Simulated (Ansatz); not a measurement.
A series in volume scale on ZnS

RPA total energy (exact exchange plus RPA correlation) on Kohn-Sham orbitals over scaled volumes of the cell given; energies count from the value at scale 1 or the largest scale. The results are calculated, by Ansatz 0.2.0-dev trial.

The cell before it is scaled or strained (space group F-43m, No. 216):
```
CELL_PARAMETERS angstrom
0.00000 2.70450 2.70450
2.70450 0.00000 2.70450
2.70450 2.70450 0.00000
ATOMIC_POSITIONS crystal
Zn 0.00000 0.00000 0.00000
S 0.25000 0.25000 0.25000
```

Settings of every row: orbitals functional PBE; datasets soft_paw first; wave cutoff 800 eV; k mesh 4x4x4; correlated electrons 18; response cutoff 280 eV; long wavelength term neglected.

Limits: coarse mesh, values belong to these settings and can lie far from the converged crystal; soft datasets can hold too little correlation; the count of empty bands follows the volume.

```
row  volume scale  V (Å³/atom)  total energy with exact exchange (eV, a cell)  RPA energy (eV, a cell)  energy of the functional (eV, a cell)
  1          0.92       18.199                                         0.2358                    0.062                                 0.1035
  2          0.96        18.99                                              ?                        ?                                      ?
  3             1       19.782                                              0                        0                                      0
  4          1.04       20.573                                        -0.0519                   0.0199                                -0.0024
  5          1.08       21.364                                        -0.0697                   0.0672                                 0.0197
```

Question: what total energy with exact exchange and RPA energy should row 2 give?

Worked fit of total energy with exact exchange. Take u = (V_r/V)^(2/3) − 1 with V_r = 20.178 Å³ an atom, which is twice the finite (Eulerian) strain; such expansions in the strain, on which the Birch-Murnaghan equation of state is built, carry the rest volume and the bulk modulus. The shown rows have u = 0.07124, 0.0133, -0.01284, -0.03736. Least squares give total energy with exact exchange = −0.03064 + 1.9726 × u + 24.81 × u² eV; a straight line predicts inner rows, each left out in turn, worse (root mean square 0.044 against 4.5e-05 eV). All shown rows lie on it to the printed digit. The withheld row has u = 0.04128, so the fit gives −0.03064 + 1.9726 × (0.04128) + 24.81 × (0.04128)² = 0.0931 eV.

The calculation gave 0.0931 eV. The fit meets it to the printed digit.

Worked fit of RPA energy. Take u = (V_r/V)^(2/3) − 1 with V_r = 20.178 Å³ an atom, which is twice the finite (Eulerian) strain; such expansions in the strain, on which the Birch-Murnaghan equation of state is built, carry the rest volume and the bulk modulus. The shown rows have u = 0.07124, 0.0133, -0.01284, -0.03736. Least squares give RPA energy = 0.00641 − 0.7961 × u + 22.137 × u² eV; a straight line predicts inner rows, each left out in turn, worse (root mean square 0.039 against 0.00078 eV). The rows lie off it by 0.0000, 0.0003, -0.0004, 0.0001. The withheld row has u = 0.04128, so the fit gives 0.00641 − 0.7961 × (0.04128) + 22.137 × (0.04128)² = 0.0113 eV.

The calculation gave 0.0085 eV. The fit lies 0.0028 eV (33 % of the value, 4.2 % of the column's range) above it; its largest miss of a shown row is 0.0004 eV.

The other values of row 2: energy of the functional 0.0329 eV.
